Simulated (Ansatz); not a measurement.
# A series in volume scale on Hf

All results are calculated (Ansatz 0.2.0). Plane-wave DFT, scalar-relativistic PAW made under PBE with cores redone for the functional, no dispersion; the given relaxed cell is scaled uniformly, energy at zero smearing counts from the unscaled cell, pressure at the given Fermi-Dirac smearing is positive in compression.

The cell before it is scaled or strained (space group P6_3/mmc, No. 194):
```
Hf
1.0
      3.1543     0.0000     0.0000
     -1.5771     2.7317     0.0000
      0.0000     0.0000    10.0881
Hf
4
Direct
  0.00000 0.00000 0.00000
  1.00000 0.00000 0.50000
  0.33333 0.66667 0.25000
  0.66667 0.33333 0.75000
```

Settings of every row: spin polarised no; functional PBEsol; wave cutoff 420 eV; smearing width 0.1 eV; k mesh 13x13x4.

Atom starting moment: 0 on all atoms.

Limits: no spin-orbit coupling, which can matter with elements this heavy; the cell comes from a prototype or a list of computed structures and needn't be the stable phase.

```
row  volume scale  V (Å³/atom)  pressure (GPa)  energy change per atom (meV)
  1          0.88       19.124           17.31                        128.56
  2          0.92       19.993           10.55                         53.97
  3          0.96       20.862               ?                             ?
  4          1.04       22.601           -4.03                          11.3
  5          1.08        23.47           -7.48                         43.09
  6          1.12       24.339          -10.39                         92.23
```

Question: what pressure and energy change per atom should row 3 give?

Worked fit of pressure. Take u = (V_r/V)^(2/3) − 1 with V_r = 22.601 Å³ an atom, which is twice the finite (Eulerian) strain; such expansions in the strain, on which the Birch-Murnaghan equation of state is built, carry the rest volume and the bulk modulus. The shown rows have u = 0.1178, 0.08518, 0, -0.02484, -0.04819. Least squares give pressure = −4.039 + 146.036 × u + 298.19 × u² GPa; a straight line predicts inner rows, each left out in turn, worse (root mean square 0.84 against 0.02 GPa). The rows lie off it by 0.01, -0.01, 0.01, 0.00, -0.01. The pressure vanishes at u = 0.0263, or V = 21.74 Å³ an atom, and there the bulk modulus at fixed shape and fractions is B = −V dP/dV = (2/3)(1 + u) dP/du = 111 GPa. Letting shape and atoms relax would as a rule lower it, by much in layered, chain or molecular crystals. The withheld row has u = 0.05483, so the fit gives −4.039 + 146.036 × (0.05483) + 298.19 × (0.05483)² = 4.86 GPa.

The calculation gave 4.86 GPa. The fit meets it to the printed digit.

Worked fit of energy change per atom. Take u = (V_r/V)^(2/3) − 1 with V_r = 22.601 Å³ an atom, which is twice the finite (Eulerian) strain; such expansions in the strain, on which the Birch-Murnaghan equation of state is built, carry the rest volume and the bulk modulus. The shown rows have u = 0.1178, 0.08518, 0, -0.02484, -0.04819. Least squares give energy change per atom = 11.993 − 881.165 × u + 15939.56 × u² meV; a straight line predicts inner rows, each left out in turn, worse (root mean square 45 against 1.9 meV). The rows lie off it by -0.82, 1.38, -0.69, -0.63, 0.76 (root mean square 0.9 meV). The withheld row has u = 0.05483, so the fit gives 11.993 − 881.165 × (0.05483) + 15939.56 × (0.05483)² = 11.60 meV.

The calculation gave 12.82 meV. The fit lies 1.22 meV (9.5 % of the value, 1 % of the column's range) below it; its largest miss of a shown row is 1.38 meV.
